**Question.** My InAs nanowire carries one mode, has a rough surface and is about two mean free paths long. Should I get the statistics of T by sampling chains of random scatterers, or by solving the scaling equation on a grid?

**Answer.** Test both on averages known exactly.

**Exact results.** Assume coherent transport without interactions or magnetic field, so G = (2e²/h)T. Let λ = R/T, z = 1 + 2λ = 2/T − 1, s = L/l, with l defined by ⟨R⟩ = δL/l for a short piece δL. Multiple reflection between two pieces gives 1/T = |1 − √(R₁R₂) e^{iθ}|²/(T₁T₂), that is

z = z₁z₂ − √(z₁²−1) √(z₂²−1) cos θ,

with θ uniformly random. Adding a weak piece λ₂ = δs gives ⟨δλ⟩ = (1+2λ)δs and ⟨δλ²⟩ = 2λ(1+λ)δs, hence the single-mode Dorokhov–Mello–Pereyra–Kumar equation

l ∂P/∂L = ∂/∂λ [λ(1+λ) ∂P/∂λ],

or d⟨f⟩/ds = ⟨λ(1+λ)f″ + (1+2λ)f′⟩. The right side is 2⟨f⟩ for f = z, 6⟨f⟩ for f = P₂(z) = (3z²−1)/2, and 1 for f = ln(1+λ). Starting from λ = 0,

⟨1/T⟩ = (1 + e^{2s})/2, ⟨ln T⟩ = −s, ⟨z²⟩ = (1 + 2e^{6s})/3.

**The wire.** With m = 0.026 mₑ (compiled bulk value, Vurgaftman 2001) and an assumed 20 meV above a parabolic subband edge, k_F = 0.117 nm⁻¹. I assume l = 200 nm, chosen as typical for such wires, and L = 400 nm, so s = 2. The model gives ⟨1/T⟩ = 27.8 and exp⟨ln T⟩ = 0.135. Phase randomisation needs k_F l ≫ 1; the neglected terms are controlled by 1/(k_F l) = 0.043, so accuracy much beyond a few per cent describes the equation, not the wire.

Below, ε is the relative error of ⟨z⟩ = e⁴ = 54.6, and W counts operations (random number, cos and √ count one each).

**A. Monte Carlo (MC).** N slices with z₁ = 1 + 2s/N, M samples, 10 operations per slice: W = 10NM, memory a few numbers. The θ average factorises, ⟨z⟩ = z₁^N and ⟨P₂⟩ = P₂(z₁)^N, which gives bias and variance exactly. For large N the bias is −2s²/N and the relative variance σ² = ⟨z²⟩/⟨z⟩² − 1 = 35.4. Minimising NM at fixed ε² = (2s²/N)² + σ²/M puts one third of ε² in the bias, so W = 30√3 s²σ²/ε³ = 7.4×10³/ε³. It grows as s²e^{2s}, because rare opaque samples carry ⟨1/T⟩.

**Grid.** With λ = sinh²x, z = cosh 2x and d⟨f⟩/ds = ⟨f″/4 + (coth 2x) f′/2⟩. Central differences of step h give hopping rates (1 ± h coth 2x)/(4h²), and cosh 2x remains an eigenvector, with eigenvalue

μ = sinh²h/h² + sinh 2h/(2h) ≈ 2 + h²

in place of 2, if the rate out of x = 0 is set to μ/(cosh 2h − 1) ≈ 1/h². Cut the grid at x = 8, so J = 8/h nodes. Weighted by z, ln z drifts at rate 3 − 1/z² ≤ 3 with variance rate ≤ 2, so the continuum weight lost is below exp[−(ln cosh 16 − 3s)²/(4s)] = 2×10⁻⁵.

**B. Explicit Euler.** n steps of Δs = 0.8h² keep all weights positive. ⟨z⟩ = (1 + μΔs)ⁿ, error ≈ s(h² − 2Δs) = −1.2h². Five operations per node give W = 5Jn = 100/h³ = 131/ε^{3/2}, memory about 5J.

**C. Crank–Nicolson (CN).** Δs = h, prefactored tridiagonal solve. ⟨z⟩ = [(1 + μΔs/2)/(1 − μΔs/2)]ⁿ, error ≈ s(h² + 2Δs²/3) = 10h²/3. Ten operations per node give W = 10Jn = 160/h² = 533/ε, memory about 8J.

For long wires the cut grows as s, so B costs s^{7/2}/ε^{3/2} and C costs s³/ε. Set-up, of order J, is omitted.

Errors from the closed forms (finite-N rms for MC):

method | setting | W | error
MC | N = 140, M = 5000 | 7.0×10⁶ | 9.0×10⁻²
MC | N = 1400, M = 5×10⁵ | 7.0×10⁹ | 1.0×10⁻²
Euler | J = 16, n = 10 | 800 | −0.24
Euler | J = 32, n = 40 | 6400 | −7.0×10⁻²
Euler | J = 80, n = 250 | 1.0×10⁵ | −1.2×10⁻²
Euler | J = 160, n = 1000 | 8.0×10⁵ | −3.0×10⁻³
CN | J = 80, n = 20 | 1.6×10⁴ | +3.4×10⁻²
CN | J = 160, n = 40 | 6.4×10⁴ | +8.4×10⁻³
CN | J = 500, n = 125 | 6.25×10⁵ | +8.5×10⁻⁴

**Cheapest for a stated accuracy** (leading-order W):

ε | MC | Euler | CN | pick
10⁻¹ | 7.4×10⁶ | 4.2×10³ | 5.3×10³ | Euler, narrowly
10⁻² | 7.4×10⁹ | 1.3×10⁵ | 5.3×10⁴ | CN
10⁻³ | 7.4×10¹² | 4.2×10⁶ | 5.3×10⁵ | CN

The grid schemes cross near ε = 0.06, W = 9×10³, so at the few per cent that the wire justifies they cost about the same.

**Best inside a budget.** With 10³ operations take Euler (0.24 in the table; the CN formula gives 0.53). With 10⁵ take CN (5.3×10⁻³ against 1.2×10⁻²). With 10⁶ take CN (5.3×10⁻⁴ against 2.6×10⁻³ for Euler and 0.19 for MC). Only a memory limit below some hundred numbers favours MC.

**Limits.** The prefactors belong to ⟨z⟩. The choice Δs = h²/2, or z₁ = e^{2s/N}, cancels the leading bias for this moment only, and the Euler prefactor already profits from partial cancellation. MC suffers far less on ln T. There ⟨ln T⟩ = −N ln(1 + s/N), a relative bias s/(2N), and f = ln²(1+λ) gives d var(ln T)/ds = 2⟨R⟩ ≤ 2, so the same optimisation yields W ≤ 26/ε³ at s = 2, with no exponential in s. A grid over K open modes needs of order J^K nodes, so Euler, if it keeps its h² error, costs J^K n ∝ ε^{−(K+2)/2}. That is ε⁻² at K = 2 and reaches the ε⁻³ of MC only at K = 4. A grid also cannot take an actual roughness profile. Sampling therefore returns at several open modes, the number depending on prefactors and on the average sought, or when l itself is the unknown.